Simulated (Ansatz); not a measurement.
## A series in volume per atom on LaAs

Periodic Kohn-Sham DFT of a crystal at fixed atoms; pressure and stress are positive in compression; the energy is the free energy less that of spherical unpolarised free atoms; site moments are those in the method's own spheres, positive along +z. The results are calculated, by Ansatz 0.2.0.

Cell of the first row (space group Fm-3m, No. 225):
```
LaAs
1.0
      0.0000     3.0000     3.0000
      3.0000     0.0000     3.0000
      3.0000     3.0000     0.0000
La As
1 1
Direct
  0.00000 0.00000 0.00000
  0.50000 0.50000 0.50000
```

Settings of every row: method all-electron PAW; functional PBEsol; relativity scalar; k mesh 12x12x12; filling fermi-dirac; smearing width 0.05 eV; nucleus gaussian.

Atom start moment: 0 on all atoms.

Limits: no spin-orbit coupling on heavy atoms.

| row | volume per atom (Å³) | pressure (GPa) |
| --- | --- | --- |
| 1 | 27 | 4.356 |
| 2 | 27.574 | ? |
| 3 | 28.148 | 0.967 |
| 4 | 28.436 | 0.221 |
| 5 | 28.723 | -0.487 |
| 6 | 29.01 | -1.16 |
| 7 | 29.297 | -1.799 |
| 8 | 29.872 | -2.984 |
| 9 | 30.446 | -4.051 |

Question: what pressure should row 2 give?

Worked fit of pressure. Take u = (V_r/V)^(2/3) − 1 with V_r = 28.867 Å³ an atom, which is twice the finite (Eulerian) strain; such expansions in the strain, on which the Birch-Murnaghan equation of state is built, carry the rest volume and the bulk modulus. The shown rows have u = 0.04558, 0.01696, 0.01008, 0.00334, -0.00329, -0.00981, -0.02256, -0.03488. Least squares give pressure = −0.829 + 101.416 × u + 264.22 × u² + 142 × u³ GPa; a parabola predicts inner rows, each left out in turn, worse (root mean square 0.0022 against 0.00081 GPa). The rows lie off it by 0.000, -0.001, 0.001, 0.000, 0.000, 0.000, 0.000, 0.000. The pressure vanishes at u = 0.0080, or V = 28.52 Å³ an atom, and there the bulk modulus at fixed shape and fractions is B = −V dP/dV = (2/3)(1 + u) dP/du = 71 GPa. The withheld row has u = 0.03102, so the fit gives −0.829 + 101.416 × (0.03102) + 264.22 × (0.03102)² + 142 × (0.03102)³ = 2.575 GPa.

The calculation gave 2.576 GPa. The fit lies 0.001 GPa (0.012 % of the column's range) below it, one unit of the last digit.
